Collinear magnetic orders of zincblende WSe (a = 5.678 Å) at fixed geometry, computed with Ansatz 0.2.0 (PBE, scalar-relativistic plane-wave PAW, 420 eV cutoff). The k mesh is 12×12×12, or 12×12×6 in doubled cells, with 0.1 eV Gaussian smearing; energies are extrapolated to zero smearing. A half in the propagation vector (primitive axes) doubles the cell with reversed moments.

```csv
start,propagation,final order,energy above lowest (meV/atom),largest site moment (μB)
ferromagnetic,0_0_0,ferromagnetic,0.0,0.79
parallel large,0_0_0,ferromagnetic,0.0,0.79
parallel small,0_0_0,ferromagnetic,0.0,0.79
antiferromagnetic doubled,0_1/2_1/2,antiferromagnetic,5.0,0.57
antiferromagnetic doubled,0_0_1/2,antiferromagnetic,11.6,0.56
non-magnetic,0_0_0,non-magnetic,13.4,0.00
```

## What is being compared

The tungsten atoms carry the magnetism in this crystal, and the rows differ in how their moments point. A propagation of 0_0_0 repeats the same moment in every cell. The order 0_1/2_1/2 reverses the moments from one (001) plane of W atoms to the next, and 0_0_1/2 does so on (111) planes.

All three parallel starts end in one ferromagnetic state, which is the lowest found. They show that the size of the starting moment didn't matter, not that no lower state exists. Both antiferromagnets lie higher, and the run without spin is highest.

The puzzle is in the two antiferromagnets. Their W moments are practically equal, 0.57 and 0.56 μB, yet one costs 5.0 meV/atom and the other 11.6. Whatever separates them is not the size of the moment.

## First attempt: rigid spins

A simple model treats each W atom as a small magnet of fixed length (the Heisenberg model). Let J₁ be the energy by which a nearest-neighbour pair is lowered when parallel and raised when antiparallel. Turning a pair over costs 2J₁, shared between two atoms, so each reversed neighbour costs an atom J₁.

Each W atom has 12 nearest W neighbours. The order 0_1/2_1/2 reverses 8 of them, and 0_0_1/2 reverses 6. There are two atoms per W, so the estimate runs:

- 0_1/2_1/2 costs 2 × 5.0 = 10 meV per W, hence J₁ = 10/8 = 1.25 meV.
- 0_0_1/2 should then cost 6 × 1.25 = 7.5 meV per W, or about 3.8 meV/atom.

The first order was used to set J₁; the second is a prediction, and it is too low by a factor of three. The model even ranks the two antiferromagnets the wrong way round.

A second constant, J₂, for the six next-nearest W neighbours repairs this, because only 0_0_1/2 reverses them. It comes out at 2.6 meV, twice J₁. But two constants drawn from two energies will always fit, so the repair is no evidence for the model.

## Why the spins are not rigid

The moment column contradicts the premise. The W moment falls by nearly 30 % when the order changes from ferromagnetic to antiferromagnetic. A magnet that shrinks when its neighbours turn is not a fixed object with a direction; its neighbours help to make it.

The reason lies in the electrons that carry it. In the ferromagnet the moment comes almost wholly from the W 5d shell, which holds 1.24 of the cell's 1.28 μB in the Löwdin count; the 0.79 μB of the table is only the part counted close to the W nucleus. The shrinkage is no effect of that counting, since the absolute magnetisation per W falls by about 30 % as well. The crystal is a metal, and a non-integer moment means that both spin directions have partly filled bands. These electrons move from atom to atom, so the moment belongs to the bands as much as to the atom.

The ion H₂⁺ gives a simple picture. Its single electron gains energy by spreading over two equal wells. Make one well shallower and the electron is pushed back into the other, losing part of that gain. For an electron whose spin follows its own atom's moment, a W neighbour with reversed moment is such a shallower well, while parallel neighbours offer equal ones. The density that still leaks across counts against the neighbour's moment, which is how alternating order can shrink both.

The picture holds only for partly filled levels. In H₂, with two electrons, parallel spins would fill the bonding and the antibonding level, the gain from spreading would vanish, and the antiparallel arrangement wins. Filling therefore helps to decide the sign. Partly filled bands allow ferromagnetism in WSe, but that it wins here is a result of the calculation, not of the analogy. Nor does the analogy rank the two antiferromagnets: by the count of reversed nearest neighbours alone, 0_1/2_1/2 should cost more and lose more of its moment, yet it costs less and its moment is no smaller.

## Second attempt: soft spins

A better model lets the moment m find its own size. Write the energy relative to the non-magnetic state as

E = −A m² + B m⁴

where A is the drive towards magnetism and B the resistance to further growth. At the minimum the energy gained is B m⁴. Let A depend on the magnetic pattern, keep B the same for all, and set B from the ferromagnet. The moments then predict both antiferromagnets.

This fails too, and in an instructive way. Equal moments must now bring nearly equal gains, about 3.5 meV/atom, while the computed gains are 8.4 and 1.8. One is more than twice the prediction and the other about half. In the free energy, which is what the runs minimise, the gains are about 7.5 and 2.2: the miss is smaller for 0_0_1/2, but the two still differ by more than a factor of three. The printed output after this text gives the comparison row by row.

So within this form the resistance B changes with the pattern as well. Each arrangement of moments rebuilds the bands in its own way, and a similar moment can sit in a deep or a shallow energy well.

The entropy term from the smearing shows one such difference. With the same smearing width in every run, it measures how many states lie close to the Fermi level, and 0_0_1/2 has more of them than 0_1/2_1/2. Opening a dip in the states there is a common way for an order to gain energy, so this may be part of the reason. It can't be the whole of it: 0_1/2_1/2 has slightly fewer such states than the ferromagnet, and the non-magnetic run fewer than 0_0_1/2, yet each lies higher in energy.

## What can be said about the exchange

Under some assumptions, the sign of the nearest-neighbour coupling survives the failure of the fit. Letting a moment shrink can only lower the free energy of an antiferromagnet, and for 0_1/2_1/2 the cost in free energy is nearly that of the table. Held at the ferromagnet's moment, both would therefore cost at least as much as they do now. If only pair couplings within the first two shells count, and each run found the lowest state of its pattern, J₁ at that moment is ferromagnetic and at least 1.25 meV. No such bound holds for J₂ alone. In a metal the couplings can reach further than two shells, so even the sign of J₁ is only a conditional result.

The non-magnetic row needs care. Its spin is switched off, so it doesn't describe a hot magnet with disordered moments, and 13.4 meV/atom can't be turned into an ordering temperature. The cell also suits the ferromagnet; the non-magnetic crystal would contract and gain energy. It lies only 1.8 meV/atom above the higher antiferromagnet, so the order of these two could change if each were given its own best volume. The antiferromagnet is expected to contract as well, by less, and its pressure isn't given.

The ferromagnet is the lowest of the orders tried, in PBE with collinear spins; no test of the k mesh or the smearing width is given. Spin–orbit coupling is missing, and in a W 5d shell it is far larger than the differences in the table. PBE also often exaggerates weak moments in metals.

For a related compound, the moment column is the place to start. If the moments keep their length from one order to the next, a rigid-spin model is worth trying, with more orders computed than it has constants, so that it can be tested. If they shrink as they do here, each pattern needs its own calculation.

Numerical output:

```
Cost of order (0,1/2,1/2) over the ferromagnet, meV per W: 10
Cost of order (0,0,1/2) over the ferromagnet, meV per W: 23.2
Rigid spins, nearest-neighbour J1, meV per bond: 1.25
Nearest neighbours only, predicted energy of (0,0,1/2), meV/atom: 3.75
Computed energy of (0,0,1/2) over that prediction, ratio: 3.093
Rigid spins, second-neighbour J2 solved from both orders, meV per bond: 2.617
Sum J1 + J2, meV per bond: 3.867
W moment lost in (0,1/2,1/2) against the ferromagnet, percent: 27.85
W moment lost in (0,0,1/2) against the ferromagnet, percent: 29.11
Energy gain below the non-magnetic run, meV/atom:
                        row  computed  soft-moment model  model less computed
              ferromagnetic      13.4               13.4                    0
             parallel large      13.4               13.4                    0
             parallel small      13.4               13.4                    0
  antiferromagnetic doubled       8.4              3.632               -4.768
  antiferromagnetic doubled       1.8              3.383                1.583
               non-magnetic         0                  0                    0
Gain of (0,1/2,1/2) over gain of (0,0,1/2), ratio: 4.667
Effect of the choice of energy:
                        row  zero-smearing energy meV/atom  free energy meV/atom  TS meV per WSe
              ferromagnetic                              0               0.00025           11.16
             parallel large                              0                     0           11.16
             parallel small                              0               0.00025           11.16
  antiferromagnetic doubled                              5                 5.152           10.56
  antiferromagnetic doubled                           11.6                 10.45           15.75
               non-magnetic                           13.4                  12.7           13.97
Gap from (0,0,1/2) to non-magnetic, zero-smearing energy, meV/atom: 1.8
Gap from (0,0,1/2) to non-magnetic, free energy, meV/atom: 2.244
Ferromagnet, moment of the whole cell, muB per WSe: 1.284
Ferromagnet, W 5d spin up less spin down, electrons: 1.24
```
